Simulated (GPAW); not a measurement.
# Static electronic dielectric constant of centrosymmetric BaTiO3 (P4/mmm) against scissors shift, PBE with RPA response

A common rule of thumb says that the electronic polarisability of an insulator falls in inverse proportion to its band gap. We test it on BaTiO3 by moving the empty bands rigidly upwards, a usual remedy for the too-small gap of PBE. The matter bears on devices because ε∞ sets the refractive index below the absorption edge and the electronic part of the screening in a capacitor or modulator layer. The quantity is the real dielectric constant at zero frequency with clamped ions, relative to vacuum, for a field along x. Each shift is measured from the uncorrected PBE bands. The cell has an inversion centre, so the results describe BaTiO3 without the polar off-centring of titanium.

## How the numbers were made

The measured cell of a diffraction database, fixed. GPAW 26.7.0, plane waves with PAW (cutoff 500 eV), no spin polarisation, no spin-orbit coupling, clamped ions. Each name gives functional, response level, k mesh, size of the sum over states, local-field cutoff and any scissors shift of the empty bands; line broadening 0.15 eV. The smallest direct gap met on these meshes is 1.91 eV. All ran on Arm Neoverse V2, shared with other work, so times are rough. The same in all rows: bands in the sum: 68; local-field cutoff: 50 eV; k-point spacing: 0.20 1/Å; processor time of the response step: 32 core-s.

Notes on method and selection:

- Spin-orbit coupling is left out; with atoms heavier than cadmium it mostly narrows gaps and raises ε∞.
- Runs that did not converge, have known faults or may not be shown are not listed, and runs on Ansatz's PAW sets soft_1 and soft_2 are kept to separate tables.

Columns:

- scissors (eV): scissors shift.
- ε∞: real dielectric constant at zero frequency, field along x.

## Computed values

| member | scissors (eV) | ε∞ |
| --- | --- | --- |
| PBE, RPA, 8×8×8, 68 bands, 50 eV, scissors 0.8 eV | 0.8 | 5.50 |
| PBE, RPA, 8×8×8, 68 bands, 50 eV, scissors 0.4 eV | 0.4 | 5.79 |
| PBE, RPA, 8×8×8, 68 bands, 50 eV, scissors 1.6 eV | 1.6 | ? |
| PBE, RPA, 8×8×8, 68 bands, 50 eV, scissors 2 eV | 2.0 | 4.83 |
| PBE, RPA, 8×8×8, 68 bands, 50 eV, scissors 1.2 eV | 1.2 | 5.24 |
| PBE, RPA, 8×8×8, 68 bands, 50 eV | 0.0 | 6.14 |

Cells marked ? are withheld until the estimate has been made.

## Reading the trend

Among the members shown, ε∞ falls at every step as the shift grows, from 6.14 without a shift to 4.83 at 2.0 eV. The fall becomes gentler. Between 0 and 0.4 eV the slope is (5.79 − 6.14) / 0.4 = −0.88 per eV; between 1.2 and 2.0 eV it is (4.83 − 5.24) / 0.8 = −0.51 per eV.

The reason lies in the energy denominators of the response. Each transition from a filled to an empty band contributes roughly its squared dipole strength divided by its energy. A scissors shift $\Delta$ leaves the orbitals alone and lengthens every such energy by the same amount. If the many transitions are replaced by one of effective energy $E$, then

$$\varepsilon_\infty - 1 = \frac{A}{E+\Delta},$$

where $A$ is a constant strength. The two end members give (6.14 − 1) / (4.83 − 1) = 1.34. This ratio equals $(E+2.0)/E$, and hence $E$ = 2.0 / (1.34 − 1) = 5.9 eV.

This energy is about three times the smallest direct gap of 1.91 eV, and here the rule of thumb fails. A shift of 2.0 eV multiplies that gap by (1.91 + 2.0) / 1.91 = 2.05, which by the rule would cut $\varepsilon_\infty - 1$ to (6.14 − 1) / 2.05 = 2.51. The calculated value is 4.83 − 1 = 3.83. The large effective energy suggests that most of the static response comes from transitions well above the edge, between the oxygen 2p bands and the titanium 3d and higher bands, and a given shift changes their energies by a smaller fraction. Local fields also enter $E$, so it should not be read as a peak position in the absorption spectrum.

For materials work, a shift chosen to repair the gap does not automatically repair ε∞. RPA omits the electron–hole attraction, which acts to raise ε∞ and so opposes the reduction made by the shift.

## Prediction

Plain estimates from the members shown:

- PBE, RPA, 8×8×8, 68 bands, 50 eV, scissors 1.6 eV, mean of the 5 members shown: 5.50 , standard deviation 0.45

The mean of the five members shown, 5.50, ignores the steady dependence on the shift and is not a useful estimate at 1.6 eV. We interpolate between the neighbours at 1.2 and 2.0 eV instead. The one-transition formula makes $1/(\varepsilon_\infty - 1)$ a straight line in the shift, so the value at the midpoint is the average of the two neighbouring reciprocals:

1 / (5.24 − 1) = 0.2358 and 1 / (4.83 − 1) = 0.2611, with average (0.2358 + 0.2611) / 2 = 0.2485.

This gives ε∞ = 1 + 1 / 0.2485 = 5.02. A straight line in ε∞ itself would give (5.24 + 4.83) / 2 = 5.035, slightly too high because the curve bends upwards.

The same route can be tried on shown members. From the rows at 0.4 and 1.2 eV it gives 5.50 at 0.8 eV, where the table has 5.50. From the rows at 0 and 0.8 eV it gives 1 + 2 / (1 / (6.14 − 1) + 1 / (5.50 − 1)) = 5.80 at 0.4 eV, against 5.79. Both tests use the same spacing as the estimate. Functional, k mesh, number of bands and local-field cutoff are unchanged along the series, so no further correction is called for. The misses and the rounding of the printed values together support an error of about 0.01.

**Committed estimate, PBE, RPA, 8×8×8, 68 bands, 50 eV, scissors 1.6 eV: ε∞ = 5.02 ± 0.01.**

## The withheld result

| member | scissors (eV) | ε∞ |
| --- | --- | --- |
| PBE, RPA, 8×8×8, 68 bands, 50 eV, scissors 1.6 eV | 1.6 | 5.03 |

| member | estimate | ε∞ | computed | estimate − computed | miss in error bars |
| --- | --- | --- | --- | --- | --- |
| PBE, RPA, 8×8×8, 68 bands, 50 eV, scissors 1.6 eV | committed | 5.02 | 5.03 | −0.01 | 1.0 |
| PBE, RPA, 8×8×8, 68 bands, 50 eV, scissors 1.6 eV | mean | 5.50 | 5.03 | +0.47 |  |

The computed value is 5.03 and our estimate was 5.02 ± 0.01, so the miss equals the error bar. The mean of the other members, 5.50, is too high by 0.47.

Interpolation between the neighbours at 1.2 and 2.0 eV worked, but the result does not show that the reciprocal form was needed. A straight line in ε∞ gives (5.24 + 4.83) / 2 = 5.035, which is just as close within the printed rounding. Over so short an interval the curvature is too small to matter.

The evidence for the energy-denominator mechanism comes from the whole series. The fall slows from 0.88 per eV over the first step to (5.03 − 4.83) / 0.4 = 0.50 per eV over the last, as expected when a fixed shift is added to transition energies that are already larger. The inverse-gap rule fails here too: with the smallest direct gap of 1.91 eV it would give 1 + (6.14 − 1) × 1.91 / (1.91 + 1.6) = 3.80 at 1.6 eV, far below the computed 5.03.

## Where the trend breaks

None stands out. The one-transition formula drawn through the two end members has, with one more digit, $E$ = 2.0 × (4.83 − 1) / (6.14 − 4.83) = 5.85 eV. It gives 1 + (6.14 − 1) × 5.85 / (5.85 + 0.4) = 5.81 at 0.4 eV, 1 + (6.14 − 1) × 5.85 / (5.85 + 0.8) = 5.52 at 0.8 eV, 1 + (6.14 − 1) × 5.85 / (5.85 + 1.2) = 5.27 at 1.2 eV and 1 + (6.14 − 1) × 5.85 / (5.85 + 1.6) = 5.04 at 1.6 eV, which is 0.01 to 0.03 above the computed values. A spread of transition energies in place of a single one would give a departure of this sign, though it is barely larger than the rounding.

## Closing remarks

For this cell and these settings, ε∞ falls smoothly with scissors shifts from 0 to 2.0 eV. A value midway between two neighbours 0.8 eV apart can be estimated from them to about 0.01.

In optical terms, the refractive index well below the absorption edge is $n=\sqrt{\varepsilon_\infty}$. It goes from √6.14 = 2.48 without a shift to √4.83 = 2.20 at 2.0 eV, or about 0.014 for each 0.1 eV of shift. An uncertainty of a few tenths of an eV in the gap correction therefore changes the index by a few hundredths.

The omitted effect that far exceeds the spread of the table is the motion of the ions. In real barium titanate it raises the low-frequency permittivity far above ε∞, by an amount that depends strongly on temperature and field direction. The values here therefore bear on the refractive index and not on the capacitance of a device.
